# Anisotropy expansion of $B(T)$: Stockmayer HCl compared with NH$_3$ and H$_2$O

## The expansion

For rigid molecules treated classically, the second virial coefficient is

$$B(T)=-2\pi N_A\int_0^\infty\left\langle e^{-V/kT}-1\right\rangle R^2\,dR ,$$

where $\langle\cdot\rangle$ is the unweighted average over the orientations of both molecules at fixed centre-to-centre distance $R$. Split $V=V_0(R)+\Delta V$ with $V_0=\langle V\rangle$, so that $\langle\Delta V\rangle=0$. Expanding $e^{-\Delta V/kT}$, the linear term averages to zero and

$$B=B_0-\frac{\pi N_A}{(kT)^2}\int_0^\infty\langle\Delta V^2\rangle\, e^{-V_0/kT}R^2dR+\frac{\pi N_A}{3(kT)^3}\int_0^\infty\langle\Delta V^3\rangle\, e^{-V_0/kT}R^2dR-\dots$$

$B_0$ is the virial coefficient of $V_0$ alone. The second-order term is never positive: Boltzmann weighting favours attractive orientations, so anisotropy first shows up as extra attraction.

## Angular averages

We use Gaussian units, with dipoles in D ($10^{-18}$ esu cm) and quadrupoles in D Å, defined for a linear molecule as $\Theta=\tfrac12\sum_i q_i(3z_i^2-r_i^2)$.

* **Atom plus linear molecule.** For $\Delta V=\sum_{l\ge1}V_l(R)P_l(\cos\theta)$, orthogonality gives $\langle\Delta V^2\rangle=\sum_{l\ge1}V_l^2/(2l+1)$.
* **Two axial point multipoles** $Q_{l_1}$, $Q_{l_2}$: $\langle\Delta V^2\rangle=\dfrac{(2l_1+2l_2)!}{(2l_1+1)!\,(2l_2+1)!}\,\dfrac{Q_{l_1}^2Q_{l_2}^2}{R^{2(l_1+l_2+1)}}$. This is $2\mu^4/(3R^6)$ for two dipoles, $\mu^2\Theta^2/R^8$ for each dipole–quadrupole pairing (a like pair has two) and $14\Theta^4/(5R^{10})$ for two quadrupoles. Terms of different rank are orthogonal, so these simply add.

For point dipoles the whole series is available. Dipole 1, at angle $\theta_1$ to the intermolecular axis, makes a field of magnitude $\mu\sqrt{1+3\cos^2\theta_1}/R^3$ at molecule 2. Averaging over the direction of dipole 2 gives $\sinh z/z$ with $z=\mu^2\sqrt{1+3\cos^2\theta_1}/(R^3kT)$. This is even in $z$, so every odd order vanishes, and the first correction to the second-order term is of **fourth** order. With $s=\mu^2/(R^3kT)$,

$$\langle e^{-\Delta V/kT}\rangle=1+\frac{s^2}{3}+\frac{s^4}{25}+\frac{29\,s^6}{11025}+\dots$$

## Reduced form for the Stockmayer gas

The Stockmayer potential is a Lennard-Jones core, $V_0=4\epsilon(x^{-12}-x^{-6})$ with $x=R/\sigma$, plus central point dipoles. Define $T^*=kT/\epsilon$, $b_0=\tfrac23\pi N_A\sigma^3$, $B^*=B/b_0$, and

$$\lambda=\frac{\mu^2}{\sigma^3kT},\qquad J_n(T^*)=\int_0^\infty x^{2-n}\,e^{-4(x^{-12}-x^{-6})/T^*}dx .$$

Since $B^*=-3\int\langle e^{-V/kT}-1\rangle x^2dx$ and $s=\lambda x^{-3}$,

$$B^*=B_0^*-\lambda^2J_6-\frac{3}{25}\lambda^4J_{12}-\frac{29}{3675}\lambda^6J_{18}-\dots$$

We call these terms $B_2^*$, $B_4^*$, $B_6^*$. An integration by parts gives $B_0^*=(24/T^*)(2J_{12}-J_6)$, so two radial integrals fix the first three terms. Numerically $J_6=0.6323$, $J_{12}=0.2633$ at $T^*=1$, and $J_6=0.7763$, $J_{12}=0.3229$ at $T^*=0.75$.

## Inputs and table

All inputs are typical, approximate values.

| Gas | $\mu$/D | $\sigma$/Å | $(\epsilon/k)$/K | $b_0$/cm$^3$ mol$^{-1}$ |
|---|---|---|---|---|
| HCl | 1.08 | 3.36 | 328 | 47.8 |
| NH$_3$ | 1.47 | 3.15 | 358 | 39.4 |
| H$_2$O | 1.85 | 2.65 | 380 | 23.5 |

The HCl and NH$_3$ cores are of the kind adjusted to gas viscosity. The water core was chosen from the kind adjusted to virial coefficients so that the model behaves like typical steam, and its row is therefore no test of the model. Three rows are at $T^*=1$, where the radial integrals are shared and only $\lambda$ differs. HCl also appears at $T^*=0.75$. The column "all orders" integrates the $\sinh z/z$ form numerically, and "share" is $B_2^*/(B^*-B_0^*)$, the part of the dipolar effect that second order captures.

| Model gas | $T$/K | $\lambda$ | $B_0^*$ | $B_2^*$ | $B_4^*$ | $B^*$, all orders | share | $B$/cm$^3$ mol$^{-1}$ |
|---|---|---|---|---|---|---|---|---|
| HCl | 328 | 0.679 | −2.538 | −0.292 | −0.0067 | −2.836 | 98 % | −136 |
| HCl | 246 | 0.905 | −4.176 | −0.636 | −0.0260 | −4.839 | 96 % | −232 |
| NH$_3$ | 358 | 1.399 | −2.538 | −1.237 | −0.121 | −3.907 | 90 % | −154 |
| H$_2$O | 380 | 3.505 | −2.538 | −7.77 | −4.77 | −19.05 | 47 % | −447 |

These are the model's numbers for the stated inputs. The digits describe the model and not the gases.

## Reading the trend

**Size.** At fixed $T^*$, $B_2^*\propto\mu^4/(\epsilon\sigma^3)^2$. From HCl to water $\mu^2$ grows by a factor 2.93 and $\epsilon\sigma^3$ shrinks by a factor 1.76, so $\lambda$ grows by 5.16 and $B_2^*$ by 26.7. A small core matters along with a large dipole, because it lets the dipoles come close. In model HCl at 328 K the term is 11 % of $B_0^*$, while in model water it is 3.06 times $B_0^*$.

**Convergence.** The ratio of successive terms is

$$\frac{B_4^*}{B_2^*}=\frac{3}{25}\frac{J_{12}}{J_6}\lambda^2 ,$$

with prefactor 0.0500 at $T^*=1$ and 0.0499 at $T^*=0.75$. In this range the ratio is about $\lambda^2/20$, and second order is good to roughly a tenth of the dipolar effect up to $\lambda\approx1.4$, which is the NH$_3$ row. All terms are negative, so a truncated sum always understates the attraction. The repulsive core makes the series converge for any $\lambda$, but for water it does so slowly: $B_6^*$ is still $-2.51$, as large as $B_0^*$.

**Temperature.** Cooling model HCl from 328 to 246 K multiplies $B_2^*$ by 2.18. Of this, 1.78 is the explicit $T^{-2}$ and 1.23 comes from $J_6$, because the factor $e^{-V_0/kT}$ puts more weight in the well. $B_0^*$ grows only by 1.65, so the ratio $B_2^*/B_0^*$ rises from 11 % to 15 %. This steeper temperature dependence is the only handle $B(T)$ offers for separating anisotropy from well depth, and it is a weak one. $B$ sees one radial integral of $\langle\Delta V^2\rangle$, with no sign of any $V_l$ at second order and no separation of ranks.

## What the Stockmayer model leaves out for HCl

For HCl the dipole series is converged at second order, but the dipole is not the largest anisotropic term. Take a typical quadrupole $\Theta\approx3.7$ D Å about the centre of mass (for a polar molecule $\Theta$ depends on the origin) and define $\kappa=\Theta^2/(\sigma^5kT)$, which is 0.706 at 328 K. The second-order terms follow from $-\tfrac32\int\langle\Delta V^2\rangle(kT)^{-2}e^{-V_0/kT}x^2dx$. With $J_8=0.4283$ and $J_{10}=0.3257$,

$$B^*_{\mu\Theta}=-3\lambda\kappa J_8=-0.62,\qquad B^*_{\Theta\Theta}=-\tfrac{21}{5}\kappa^2J_{10}=-0.68 .$$

Each is more than twice the dipole–dipole term. With quadrupoles present the third order no longer vanishes. Averaging the cube of the summed dipole and quadrupole interactions gives

$$\langle\Delta V^3\rangle=\frac{24}{5}\frac{\mu^4\Theta^2}{R^{11}}+\frac{144}{35}\frac{\mu^2\Theta^4}{R^{13}}+\frac{432}{245}\frac{\Theta^6}{R^{15}},$$

and hence

$$B_3^*=\tfrac{12}{5}\lambda^2\kappa J_{11}+\tfrac{72}{35}\lambda\kappa^2J_{13}+\tfrac{216}{245}\kappa^3J_{15}=+0.46 ,$$

with $J_{11}=0.2911$, $J_{13}=0.2405$, $J_{15}=0.2058$. It is positive and cancels 29 % of the total second order, $-1.59$. The fourth order with quadrupoles is not evaluated here, so only the leading figure of the net result means much.

Two further terms matter.

* **Induction.** A dipole polarising its partner gives $-\tfrac12\alpha\mu^2(1+3\cos^2\theta)/R^6$, which averages to $-2\alpha\mu^2/R^6$ for a like pair. The average is not zero, so it belongs in $V_0$. To first order it adds $-6(\alpha/\sigma^3)\lambda J_6$, which is $-0.18$ for a typical $\alpha\approx2.6$ Å$^3$, comparable with $B_2^*$.
* **Quantised rotation.** For linear rotors the leading Wigner–Kirkwood correction adds $(k\theta_r/12)(kT)^{-2}\langle|\nabla_\Omega\Delta V|^2\rangle$ per molecule to the pair free energy, with $\theta_r=\hbar^2/2Ik$. For rank $l$, $\langle|\nabla_\Omega\Delta V|^2\rangle=l(l+1)\langle\Delta V^2\rangle$, and the classical term is $-\langle\Delta V^2\rangle/2kT$. The dipole–dipole term is therefore multiplied by $1-2\theta_r/3T$. With $\theta_r\approx15$ K, typical for HCl, it shrinks by 3.0 % at 328 K and 4.1 % at 246 K, which offsets $B_4^*/B_2^*$ of 2.3 % and 4.1 %. Carrying the classical fourth order for HCl while ignoring this factor gains nothing.

In absolute terms at 328 K the dipoles contribute $-14$ cm$^3$ mol$^{-1}$ to the model's $B$, and the quadrupole terms through third order would contribute about $-40$. Adding them to the Stockmayer row gives about $-176$ cm$^3$ mol$^{-1}$. As typical knowledge, $B$ of HCl near this temperature is around $-115$ cm$^3$ mol$^{-1}$, so this extended model is too negative by a factor of about 1.5. The main cause is double counting. An $\epsilon$ adjusted within a dipole-only model has already absorbed the averaged quadrupolar and induction attraction, so $\epsilon$ and $\sigma$ must be refitted whenever a term is added to $\Delta V$.